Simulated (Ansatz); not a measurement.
Ligand exchange: GaH3 + IBr → GaH2I + HBr

Species: GaH3 `[GaH3]`, singlet; IBr (iodine monobromide), singlet; GaH2I `[GaH2][I]`, singlet; HBr (hydrogen bromide), singlet. The partners trade H for I: Ga–H and Br–I bonds give way to Ga–I and Br–H.

Shapes, held fixed at every level: PBE0-D4/def2-TZVP. Programs: Ansatz 0.2.0. The zero-point and thermal change to 298 K, harmonic and unscaled (PBE0-D4/def2-TZVP), is +2.3 kJ/mol.

```tsv
level	kind	ΔH(298 K) (kJ/mol)	less CCSD(T)/def2-TZVPP	CPU time (sum over the molecules)
HF/def2-SVP	Hartree–Fock	-203.9	-12.0	–
PBE-D4/def2-TZVPP	GGA	-173.1	+18.8	7.8 s
r2SCAN-D4/def2-TZVPP	meta-GGA	-185.6	+6.3	13 s
B3LYP-D4/def2-TZVPP	global hybrid	-172.6	+19.3	11 s
PBE0-D4/def2-TZVPP	global hybrid	-182.6	+9.3	6.9 s
CCSD(T)/def2-SVP	coupled cluster or CI	-200.1	-8.2	7.7 s
CCSD/def2-TZVPP	coupled cluster or CI	-192.4	-0.5	–
CCSD(T)/def2-TZVPP	coupled cluster or CI	-191.9	0.0	35 s
```

The highest level, CCSD(T)/def2-TZVPP, gives ΔH(298 K) = -191.9 kJ/mol; the levels span -203.9 to -172.6. The column of differences is taken from that level and isn't an error. No measured value is set beside it here. For atoms past krypton def2 sets carry core potentials with scalar relativity. Relativity is left out for Br, Ga. Outer-core shells of Br, Ga, I are correlated in most correlated rows, in sets that cover them unevenly. Times are processor times on shared x86 and Arm servers, and rough.

Every level makes the exchange strongly exothermic, with -191.9 kJ/mol at CCSD(T)/def2-TZVPP. The driving force is the replacement of the weak I–Br bond, with its diffuse orbital overlap and lone-pair repulsion, by a strong H–Br bond, while gallium trades hydride for iodide. The exchange is also a redox step: hydridic hydrogen on gallium ends up protic in HBr, and the iodine, positively polarised in IBr, becomes iodide-like.

Perturbative triples barely matter, since CCSD in the same basis differs by only -0.5 kJ/mol. Hartree–Fock lies close to CCSD(T) when both use def2-SVP, so most of its -12.0 kJ/mol offset reflects the basis rather than missing correlation. All four density functionals give a less exothermic reaction, probably through an uneven description of the I–Br bond and the polar bonds that replace it. Exact exchange alone does not order them: B3LYP nearly coincides with PBE, and r2SCAN comes closest to the coupled-cluster value. A preference for this outcome over GaH2Br and HI does not follow from these energies.
